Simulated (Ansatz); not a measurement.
## Nb: energy change per atom and pressure against volume scale

Plane-wave DFT, scalar-relativistic PAW made under PBE with cores redone for the functional, no dispersion; the given relaxed cell is scaled uniformly, energy at zero smearing counts from the unscaled cell, pressure at the given Fermi-Dirac smearing is positive in compression. The results are calculated, by Ansatz 0.2.0.

The cell before it is scaled or strained (space group P6_3/mmc, No. 194):
```
cell vectors (Å)
   2.8957     0.0000     0.0000
  -1.4479     2.5078     0.0000
   0.0000     0.0000     5.3553
atoms (fractions of the cell vectors)
Nb  0.33333  0.66667  0.25000
Nb  0.66667  0.33333  0.75000
```

Settings of every row: spin polarised no; functional BLYP; wave cutoff 420 eV; smearing width 0.1 eV; k mesh 14x14x7.

Atom starting moment: 0 on all atoms.

Limits: the cell comes from a prototype or a list of computed structures and needn't be the stable phase.

```
row  volume scale  V (Å³/atom)  energy change per atom (meV)  pressure (GPa)
  1          0.88       17.111                        152.63           23.94
  2          0.92       17.889                         61.79           14.29
  3          0.96       18.667                             ?               ?
  4          1.04       20.222                          15.2           -5.45
  5          1.08           21                         53.94           -9.83
  6          1.12       21.778                        111.98          -13.43
```

Question: what energy change per atom and pressure should row 3 give?

Worked fit of energy change per atom. Take u = (V_r/V)^(2/3) − 1 with V_r = 20.222 Å³ an atom, which is twice the finite (Eulerian) strain; such expansions in the strain, on which the Birch-Murnaghan equation of state is built, carry the rest volume and the bulk modulus. The shown rows have u = 0.1178, 0.08516, 0, -0.02485, -0.04822. Least squares give energy change per atom = 15.313 − 1082.252 × u + 19090.7 × u² meV; a straight line predicts inner rows, each left out in turn, worse (root mean square 54 against 0.27 meV). The rows lie off it by -0.11, 0.19, -0.11, -0.06, 0.09 (root mean square 0.12 meV). Its lowest point lies at u = 0.0283, or V = 19.39 Å³ an atom, and the curvature there gives the bulk modulus at fixed shape and fractions, B = (4/9)(1 + u)² E″(u)/V = 148 GPa. Letting shape and atoms relax would as a rule lower it, by much in layered, chain or molecular crystals. The withheld row has u = 0.05479, so the fit gives 15.313 − 1082.252 × (0.05479) + 19090.7 × (0.05479)² = 13.33 meV.

The calculation gave 13.45 meV. The fit lies 0.12 meV (0.086 % of the column's range) below it; its largest miss of a shown row is 0.19 meV.

Worked fit of pressure. Take u = (V_r/V)^(2/3) − 1 with V_r = 20.222 Å³ an atom, which is twice the finite (Eulerian) strain; such expansions in the strain, on which the Birch-Murnaghan equation of state is built, carry the rest volume and the bulk modulus. The shown rows have u = 0.1178, 0.08516, 0, -0.02485, -0.04822. Least squares give pressure = −5.475 + 189.066 × u + 512.46 × u² GPa; a straight line predicts inner rows, each left out in turn, worse (root mean square 1.5 against 0.072 GPa). The rows lie off it by 0.03, -0.05, 0.02, 0.03, -0.03 (root mean square 0.033 GPa). The pressure vanishes at u = 0.0270, or V = 19.43 Å³ an atom, and there the bulk modulus at fixed shape and fractions is B = −V dP/dV = (2/3)(1 + u) dP/du = 148 GPa. Letting shape and atoms relax would as a rule lower it, by much in layered, chain or molecular crystals. The withheld row has u = 0.05479, so the fit gives −5.475 + 189.066 × (0.05479) + 512.46 × (0.05479)² = 6.42 GPa.

The calculation gave 6.39 GPa. The fit lies 0.03 GPa (0.08 % of the column's range) above it; its largest miss of a shown row is 0.05 GPa.
